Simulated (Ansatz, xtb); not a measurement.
## Two isomers of CH9GeN3O

Structure X is `C[O][Ge]([NH2])([NH2])[NH2]`, a singlet and structure Y is `C[NH][Ge]([NH2])([NH2])[OH]`, a singlet. Both are isolated molecules in the gas phase, relaxed with PBE0-D4/def2-SVP; the shapes shown needn't be the lowest conformers.

X (Å):

```xyz
15

C    -0.3061   -1.6903    1.3744
Ge    0.2330    0.4439   -0.3017
N     0.0387   -0.6463   -1.7493
N     1.6834    1.5331   -0.2338
N    -1.3100    1.4089   -0.2685
O     0.5500   -0.6223    1.0902
H     0.1403   -2.3011    2.1764
H    -0.4743   -2.3439    0.4981
H    -1.2996   -1.3503    1.7289
H     0.8786   -1.1705   -1.9800
H    -0.2800   -0.1653   -2.5862
H     1.5131    2.5091   -0.4529
H     2.2099    1.4533    0.6312
H    -1.4376    2.0101    0.5395
H    -2.1612    0.8810   -0.4369
```

Y (Å):

| atom | x (Å) | y (Å) | z (Å) |
| --- | --- | --- | --- |
| C | -2.4931 | 0.7023 | -0.4539 |
| Ge | 0.2202 | 0.3812 | 0.4598 |
| N | -1.5928 | 0.4452 | 0.6456 |
| N | 1.0939 | -1.0211 | -0.3008 |
| N | 0.6088 | 1.8170 | -0.5792 |
| O | 0.8458 | 0.3094 | 2.1249 |
| H | -3.4064 | 1.2241 | -0.1164 |
| H | -2.8173 | -0.2053 | -1.0017 |
| H | -1.9970 | 1.3592 | -1.1843 |
| H | -1.9705 | -0.1910 | 1.3402 |
| H | 1.2346 | -1.8080 | 0.3254 |
| H | 0.7168 | -1.3502 | -1.1838 |
| H | 1.5815 | 1.8886 | -0.8599 |
| H | 0.2646 | 2.7176 | -0.2632 |
| H | 0.3887 | 0.9341 | 2.6971 |

Quicker runs give these differences E(Y) − E(X): GFN2-xTB −5.5 kcal/mol; HF/STO-3G +3.0 kcal/mol (at GFN2-xTB geometries); r2SCAN-D4/def2-SVP −2.8 kcal/mol (at GFN2-xTB geometries).

Q: Which of the two would you expect CCSD(T)/def2-SVP + ΔMP2/def2-TZVPP electronic energies to favour?

A: Structure Y; the calculation gives E(Y) − E(X) = −3.7 kcal/mol.

Level by level:

```
                             level          geometry  E(Y) − E(X) (kcal/mol)  departure from the last row (kcal/mol)  job, with rough time for the two
                          GFN2-xTB          GFN2-xTB                      −5.5                                    −1.8              optimisation, 0.36 s
                         HF/STO-3G          GFN2-xTB                      +3.0                                    +6.7              single point, 0.68 s
                r2SCAN-D4/def2-SVP          GFN2-xTB                      −2.8                                    +0.9               single point, 5.8 s
                  PBE0-D4/def2-SVP  PBE0-D4/def2-SVP                      −3.5                                    +0.2             optimisation, 1.7 min
                       HF/def2-SVP  PBE0-D4/def2-SVP                      −2.1                                    +1.6           part of the CCSD(T) run
                      MP2/def2-SVP  PBE0-D4/def2-SVP                      −4.3                                    −0.6           part of the CCSD(T) run
                  CCSD(T)/def2-SVP  PBE0-D4/def2-SVP                      −3.5                                    +0.2                      single point
CCSD(T)/def2-SVP + ΔMP2/def2-TZVPP  PBE0-D4/def2-SVP                      −3.7                                                     single point, 2.8 min
```

As drawn, Y has 1 C–N, 1 O–H in place of 1 C–O, 1 N–H.

HF/STO-3G puts the two in the other order. The largest departure from CCSD(T)/def2-SVP + ΔMP2/def2-TZVPP is that of HF/STO-3G, 6.7 kcal/mol. The last row adds to CCSD(T) the change of the MP2 difference between the two basis sets, here −0.2 kcal/mol.

With thermal terms from frequencies at re-optimised GFN2-xTB minima (ideal gas, soft modes damped towards free rotors, one conformer each, 298.15 K, 1 atm): on the last row, ΔE + ΔZPE = −3.5, ΔH = −3.7, ΔG = −3.0 kcal/mol.

The correlated steps freeze 14 core orbitals; the filled d shell of Ge is correlated, in a basis made for valence electrons. Codes used: Ansatz 0.2.0, xtb 6.7.1; the last row on 2 threads of Arm Neoverse V2 on a shared host.

Moving the methyl group from oxygen to nitrogen favours Y, by −3.7 kcal/mol in electronic energy. Germanium keeps one Ge–O and three Ge–N bonds in both isomers, so its own bonding should largely cancel. What remains is essentially the exchange of a C–O and an N–H bond for a C–N and an O–H bond. The strength of the polar O–H bond more than repays the loss of C–O, the same preference that makes methylamine plus water lower in energy than methanol plus ammonia.

Hartree–Fock already gives this order in the def2-SVP basis, so correlation strengthens the preference rather than creating it. The reversal with STO-3G therefore probably reflects a minimal basis too rigid to describe the polar bonds and lone pairs evenly. Entropy works slightly towards X but leaves Y ahead in free energy, at −3.0 kcal/mol. This is a thermodynamic preference only: exchanging methyl and hydrogen between oxygen and nitrogen requires breaking strong bonds, and no barrier was computed, so X could well persist once formed.
